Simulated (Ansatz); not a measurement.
## A series in volume scale on Gd

Results calculated with Ansatz 0.2.0, not measured. Plane-wave DFT, scalar-relativistic PAW made under PBE with cores redone for the functional, no dispersion; the given relaxed cell is scaled uniformly, energy at zero smearing counts from the unscaled cell, pressure at the given Fermi-Dirac smearing is positive in compression.

The cell before it is scaled or strained (space group P6_3/mmc, No. 194):
```
CELL_PARAMETERS angstrom
3.48420 0.00000 0.00000
-1.74210 3.01740 0.00000
0.00000 0.00000 5.58670
ATOMIC_POSITIONS crystal
Gd 0.33333 0.66667 0.25000
Gd 0.66667 0.33333 0.75000
```

Settings of every row: spin polarised yes; functional LDA; wave cutoff 420 eV; smearing width 0.05 eV; k mesh 14x14x8.

Atom:
```
element  starting moment (Bohr magneton)
     Gd                             7.21
     Gd                             7.21
```

Limits: a known weakness of the program can leave such a cell on a higher state; open f shell: the state may not be the lowest.

```
row  volume scale  V (Å³/atom)  energy change per atom (meV)  pressure (GPa)  largest site moment (Bohr magneton)
  1          0.88       25.843                         57.16            5.84                                 7.12
  2          0.92       27.018                         23.53            3.54                                 7.15
  3          0.96       28.192                             ?               ?                                    ?
  4          1.04       30.542                          5.79           -1.42                                 7.24
  5          1.08       31.716                         21.13           -2.62                                 7.26
  6          1.12       32.891                         44.59           -3.62                                 7.28
```

Question: what energy change per atom and pressure should row 3 give?

Worked fit of energy change per atom. Take u = (V_r/V)^(2/3) − 1 with V_r = 30.542 Å³ an atom, which is twice the finite (Eulerian) strain; such expansions in the strain, on which the Birch-Murnaghan equation of state is built, carry the rest volume and the bulk modulus. The shown rows have u = 0.11781, 0.08517, 0, -0.02483, -0.0482. Least squares give energy change per atom = 6.149 − 433.349 × u + 7384.67 × u² meV; a straight line predicts inner rows, each left out in turn, worse (root mean square 21 against 1 meV). The rows lie off it by -0.43, 0.72, -0.36, -0.33, 0.40 (root mean square 0.47 meV). The withheld row has u = 0.05483, so the fit gives 6.149 − 433.349 × (0.05483) + 7384.67 × (0.05483)² = 4.59 meV.

The calculation gave 5.26 meV. The fit lies 0.67 meV (13 % of the value, 1.3 % of the column's range) below it; its largest miss of a shown row is 0.72 meV.

Worked fit of pressure. Take u = (V_r/V)^(2/3) − 1 with V_r = 30.542 Å³ an atom, which is twice the finite (Eulerian) strain; such expansions in the strain, on which the Birch-Murnaghan equation of state is built, carry the rest volume and the bulk modulus. The shown rows have u = 0.11781, 0.08517, 0, -0.02483, -0.0482. Least squares give pressure = −1.43 + 50.128 × u + 97.95 × u² GPa; a straight line predicts inner rows, each left out in turn, worse (root mean square 0.28 against 0.018 GPa). The rows lie off it by 0.00, -0.01, 0.01, -0.01, 0.00. The withheld row has u = 0.05483, so the fit gives −1.43 + 50.128 × (0.05483) + 97.95 × (0.05483)² = 1.61 GPa.

The calculation gave 1.61 GPa. The fit meets it to the printed digit.

The other values of row 3: largest site moment 7.18 Bohr magneton.
